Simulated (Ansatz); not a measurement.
# A ladder of methods for Si2H4F2 (SMILES F[SiH2][SiH2]F)

The species is Si2H4F2 (8 atoms), meant as a singlet with charge 0. As SMILES, `F[SiH2][SiH2]F`. Geometry: optimised at PBE0/def2-SVP. This is one conformer, not always the lowest.

```xyz
8

F    -1.9584    1.1835   -0.2492
Si   -0.3503    1.1290    0.0146
Si    0.3602   -1.1075    0.0515
F     0.3009   -1.7209   -1.4581
H     0.3324    1.9039   -1.0615
H    -0.0715    1.7620    1.3387
H     1.7745   -1.1729    0.5280
H    -0.5026   -1.9428    0.9360
```

Quantity: the dissociation energy of the H8–Si3 bond into doublet H and doublet Si2H3F2 (shapes relaxed at PBE0/def2-SVP, no zero-point term), in eV. The values are calculated.

| level | kind | program | value (eV) | CPU time (all runs) |
| --- | --- | --- | --- | --- |
| HF/def2-SVP | Hartree–Fock | Ansatz | 3.29 | 3.2 s |
| SVWN5/def2-SVP | LDA | Ansatz | 4.20 | 3.9 s |
| PBE/def2-SVP | GGA | Ansatz | 3.82 | 6.7 s |
| r2SCAN/def2-SVP | meta-GGA | Ansatz | 3.90 | 20 s |
| B3LYP/def2-SVP | global hybrid | Ansatz | 4.01 | 10 s |
| PBE0-D4/def2-SVP | global hybrid | Ansatz | 3.90 | 10 s |
| wB97M-V/def2-SVP | range-separated hybrid | Ansatz | 4.13 | 53 s |
| B2PLYP/def2-SVP | double hybrid | Ansatz | 3.99 | 13 s |
| RPA@PBE/def2-SVP | RPA | Ansatz | 3.97 | 11 s |

The values span 3.29 to 4.20 eV. Hartree–Fock misses the correlation of the electron pair that is broken and comes out low. Measured bond enthalpies also hold zero-point and thermal terms, a few tenths of an eV less. CPU times are rough (shared hosts, several kinds of processor): they show what a rung costs within a factor of a few.

Apart from Hartree–Fock and the local density approximation, all methods place the Si–H dissociation energy between 3.82 and 4.13 eV, as expected for a strong, weakly polar two-centre σ bond. Breaking it gives a hydrogen atom and a silyl-type radical whose unpaired electron sits mainly in a p-rich hybrid on silicon. With little delocalisation to stabilise this radical, the cost of homolysis remains high. Both fragments are simple doublets, so near-degeneracy plays little part at the endpoints.

The local density approximation gives the largest value because it favours the bonded molecule over the more inhomogeneous densities of the separated fragments, a bias that gradient corrections reduce. Beyond that step the values do not rise or fall steadily with the rung, and the close match of B2PLYP and RPA to the global hybrids is not proof of convergence, since their explicit correlation energy builds up slowly with basis size. Without the same bond in disilane or silane for comparison, the effect of fluorine on the Si–H bond strength remains open.
